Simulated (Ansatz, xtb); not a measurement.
C2H8BNO2: which of two isomers lies lower

Structure I: `C[C@H](N)B(O)O`, a singlet. Structure II: `CN(C)B(O)O`, a singlet. Both are isolated molecules in the gas phase, relaxed with PBE-D3(BJ)/def2-SVP; the shapes shown needn't be the lowest conformers.

I (Å):

```xyz
14

C    -0.5171   -1.0244    1.1007
C     0.2214   -2.2499    0.5486
B     0.7993   -1.9088   -0.9068
N     1.4064   -2.5446    1.3961
O    -0.0252   -1.8597   -2.0002
O     2.1338   -1.6292   -0.9837
H    -1.3692   -0.7515    0.4481
H     0.1629   -0.1485    1.1596
H    -0.9166   -1.2101    2.1225
H    -0.5039   -3.0980    0.5085
H     1.1830   -2.4292    2.3943
H     1.6816   -3.5295    1.2862
H     0.4739   -1.5958   -2.7953
H     2.4374   -1.7453   -0.0397
```

II (Å):

```xyz
14

C    -0.3877   -0.7607    1.1448
C     1.0488   -2.6905    1.5542
B     0.6674   -1.9340   -0.8150
N     0.4498   -1.7988    0.5861
O     0.0429   -1.0265   -1.6653
O     1.4921   -2.9658   -1.2530
H    -0.7992   -0.1283    0.3374
H     0.1822   -0.1053    1.8460
H    -1.2415   -1.1875    1.7236
H     1.6685   -3.4480    1.0411
H     1.6976   -2.1387    2.2756
H     0.2749   -3.2227    2.1575
H     0.2391   -1.1756   -2.6032
H     1.5913   -3.0001   -2.2171
```

Energies in hartree; the thermal terms are from GFN2-xTB frequencies at re-optimised GFN2-xTB minima (ideal gas, soft modes damped towards free rotors, one conformer each, 298.15 K, 1 atm) and include the zero-point energy:

```
                              I           II
E, CCSD(T)/def2-SVP  −310.130771  −310.149156
    E, MP2/def2-SVP  −310.054363  −310.072322
  E, MP2/def2-TZVPP  −310.644935  −310.662444
  zero-point energy     0.113831     0.112579
       H(298 K) − E     0.122399     0.121421
       G(298 K) − E     0.082598     0.082042
```

Correct the CCSD(T) difference for the basis set by the MP2 change, then work out ΔE, ΔE₀, ΔH and ΔG for I → II in kJ/mol (1 Eh = 2625.50 kJ/mol) and the equilibrium ratio [II]/[I].

1. Differences II − I: CCSD(T) −0.018385, MP2 in the small set −0.017959, MP2 in the large set −0.017509 Eh.
2. ΔE = −0.018385 + (−0.017509 − (−0.017959)) = −0.017935 Eh = −47.09 kJ/mol.
3. ΔE₀ = ΔE + ΔZPE = −0.017935 + (−0.001252) Eh = −50.38 kJ/mol.
4. ΔH = ΔE + (−0.000978) Eh = −49.66 kJ/mol.
5. ΔG = ΔE + (−0.000556) Eh = −48.55 kJ/mol, so ΔS = (ΔH − ΔG)/T = −3.7 J/(mol K).
6. kT = 0.9442 mEh, so K = [II]/[I] = exp(−ΔG/kT) = exp(+19.58) ≈ 3.2 × 10^8.

Structure II is favoured at this temperature. An error of 4 kJ/mol in ΔG would change K by a factor of 5. Mirror images and further conformers aren't counted.

As drawn, II has 1 C–N, 1 B–N, 2 C–H in place of 1 C–C, 1 C–B, 2 N–H.

Other levels gave ΔE = −105.6 (GFN2-xTB); −86.5 (HF/STO-3G, GFN2-xTB geometries); −53.2 (r2SCAN-D4/def2-SVP, GFN2-xTB geometries); −41.9 (PBE-D3(BJ)/def2-SVP); −67.9 (HF/def2-SVP); −47.2 (MP2/def2-SVP); −48.3 (CCSD(T)/def2-SVP) kJ/mol. The correlated steps freeze 6 core orbitals. Programs: Ansatz 0.2.0, xtb 6.7.1.

The dimethylamino isomer II lies lower at every level listed, and its margin is far too large for plausible errors in the thermal terms to reverse. The preference is essentially electronic, as the entropy change is small. The main cause is probably the direct B–N bond: it is strongly polar, and in II the nitrogen is planar and coplanar with the boron centre, so its lone pair can donate into the formally empty boron p orbital alongside those of the oxygens. In I a saturated carbon separates nitrogen from boron and blocks this conjugation. The amine instead accepts a hydrogen bond from a boronic OH group, which offsets only part of the loss. The exchange of the other bonds also contributes, so the energy difference isn't a measure of B–N π bonding alone. The equilibrium ratio says nothing about how fast the isomers interconvert, nor about their order in water, where I could gain from zwitterion formation and the B–N bond of II is prone to hydrolysis.
